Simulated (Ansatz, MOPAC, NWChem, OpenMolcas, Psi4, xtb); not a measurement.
## GeSiH5Cl (SMILES Cl[SiH2][GeH3]): methods side by side

GeSiH5Cl, singlet, SMILES `Cl[SiH2][GeH3]`. Each level relaxes the structure for itself.

Each level gives the zero-point energy at each level's own minimum (kJ/mol). The values are calculated.

| level | kind | program | value (kJ/mol) |
| --- | --- | --- | --- |
| PM7 | semi-empirical | MOPAC | 105.7 |
| PM7- | semi-empirical | MOPAC | 105.6 |
| PM7-HH | semi-empirical | MOPAC | 106.1 |
| GFN1-xTB | semi-empirical | xtb | 104.9 |
| HF/3-21G | Hartree–Fock | OpenMolcas | 113.6 |
| HF/6-31G* (Cartesian functions) | Hartree–Fock | OpenMolcas | 117.6 |
| BP86/def2-SVP | GGA | NWChem | 106.5 |
| PBE0-D4/def2-TZVP | global hybrid | Ansatz | 110.0 |
| MP2/def2-SVP (density fitting, density fitting for correlation) | perturbation theory | Psi4 | 114.5 |

All-electron rows without a relativistic Hamiltonian named are non-relativistic. Harmonic and unscaled. The values span 104.9 to 117.6 kJ/mol. In the correlated wave-function rows the outer d shell of Ge is correlated, in sets not made for it.

The zero-point energy of this molecule comes mainly from the Si–H and Ge–H stretches and the bending motions of the hydrogens. The Ge–Si and Si–Cl stretches involve heavy atoms and lie at low frequency, so they add little. The spread between levels therefore chiefly reflects how stiff each one makes the hydrogen modes.

Hartree–Fock with 6-31G* gives the largest value, 117.6 kJ/mol, in keeping with its familiar overestimate of force constants when electron correlation is missing. BP86 lies much lower at 106.5 kJ/mol, with PBE0-D4 between them at 110.0 kJ/mol. Correlation alone does not order the table, however: MP2 at 114.5 kJ/mol lies above HF/3-21G at 113.6 kJ/mol, a comparison in which the basis set probably matters as well.

The semi-empirical values cluster near BP86, but this doesn't establish that they describe the individual vibrations equally well, since a summed quantity can hide compensating errors between stretches and bends.
